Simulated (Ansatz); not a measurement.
**Y₂C: Boltzmann equation against the high-temperature formula, calculated with Ansatz**

Space group R-3m (No. 166), 3 atoms in the cell of the first input below: a = 6.426 Å, b = 6.426 Å, c = 6.426 Å, α = 32.19°, β = 32.19°, γ = 32.19°.

The structure is a measured one, not always of the ambient phase, relaxed without spin–orbit coupling to zero pressure (pressure 0.0 GPa with this functional, without spin–orbit coupling). Functional: PBEsol.

Input:

```yaml
crystal:
  lattice:
    - [1.7812609078, 1.0284114646, 6.0879393922]
    - [-1.7812609078, 1.0284114646, 6.0879393922]
    - [0.0, -2.0568229292, 6.0879393922]
  atoms:
    - { symbol: "Y", position: [0.2601395683, 0.2601395683, 0.2601395683] }
    - { symbol: "Y", position: [0.7398604317, 0.7398604317, 0.7398604317] }
    - { symbol: C, position: [0.0, 0.0, 0.0] }
basis:
  ecutwfc: 420
  ecutrho_ratio: 4
kpoints:
  mp_grid: { grid: [12, 12, 12] }
hamiltonian:
  xc: pbesol
scf:
  occupations: { method: methfessel_paxton, width: 0.2 }
output: {}
phonons:
  supercell: [2, 2, 2]
  qpath:
    path:
      - [[0.0, 0.0, 0.0], [0.5, 0.5, 0.5], [0.81430933, 0.18569067, 0.5]]
      - [[0.5, -0.18569067, 0.18569067], [0.5, 0.0, 0.0], [0.0, 0.0, 0.0], [0.34284534, -0.34284534, 0.0]]
      - [[0.65715466, 0.0, 0.34284534], [0.5, 0.0, 0.5], [0.0, 0.0, 0.0]]
    npoints: 6
  electrical_resistivity: { mesh: [24, 24, 24], temperatures: [50, 100, 200, 300, 500] }
  superconductivity: { mesh: [24, 24, 24], eliashberg_equations: false }
```

```bash
ansatz run input.yaml --threads 8 --pin off --max-ram 15360MiB --backend cpu --events-out ev --progress --plain --runs-dir out
```

Time: 5.4 min on 8 threads of Intel(R) Xeon(R) Platinum 8375C CPU @ 2.90GHz (Ice Lake), on a shared host, peak memory 6.2 GiB.

λ_tr,xx from the finest mesh down: 0.314, 0.320, 0.301. The next coarser mesh moves the resistivity at 300 K by 6 % along the axis that moves most.

The run gives λ_tr,xx = 0.314 and a Drude plasma energy ħω_p,xx = 2.97 eV.

Estimate the resistivity along x at 300 K from the high-temperature formula.

ħ/τ = 2π λ_tr k_B T = 0.0510 eV and ρ = 1/(ε0 ω_p² τ) = 42.99 μΩ cm. The Boltzmann solution gives 36.30 μΩ cm, so the estimate is 18 % high.

```csv
T (K),ρ_xx (μΩ cm),ρ_zz (μΩ cm),"formula, xx","R_H, field along x (10⁻¹¹ m³/C)","R_H, field along z (10⁻¹¹ m³/C)"
50,1.64,4.67,7.16,-57.4,-49.3
100,7.68,20.96,14.33,-32.8,-30
200,22.13,60.37,28.66,-32.8,-23.1
300,36.30,99.49,42.99,-40.2,-21.7
500,61.68,171.16,71.65,-54.4,-25.7
```

R_H depends on the direction of the field. At 300 K the next coarser mesh moves R_H by up to 15 %.

At 50 K the solution is 0.23 times the linear formula, and at 500 K 0.86 times. The formula is meant for temperatures above the phonon energies and for bands that vary little within k_B T.

Caveats: not converged in the fine mesh; small supercell, couplings not converged in it.

Conduction is easier within the layers than across them at every temperature, as expected for a layered electride whose interlayer electrons are mobile mainly in the plane. The ratio of ρ_zz to ρ_xx hardly changes on heating, which suggests that the anisotropy comes mostly from the Fermi velocities rather than from particular phonons.

At 50 K the linear formula fails because most phonons are frozen out. That cannot be the whole explanation at high temperature: the quantum correction should fade roughly as the inverse square of temperature, yet the relative shortfall barely shrinks between 300 and 500 K. Band velocities that vary within the thermal window, or scattering that differs between parts of the Fermi surface, probably account for the rest.

The Hall coefficient is negative throughout, but its strong temperature dependence argues against a single carrier density. Electron and hole pockets with different mobilities are the likely reason, so R_H should not be converted directly into a count of interlayer electrons.
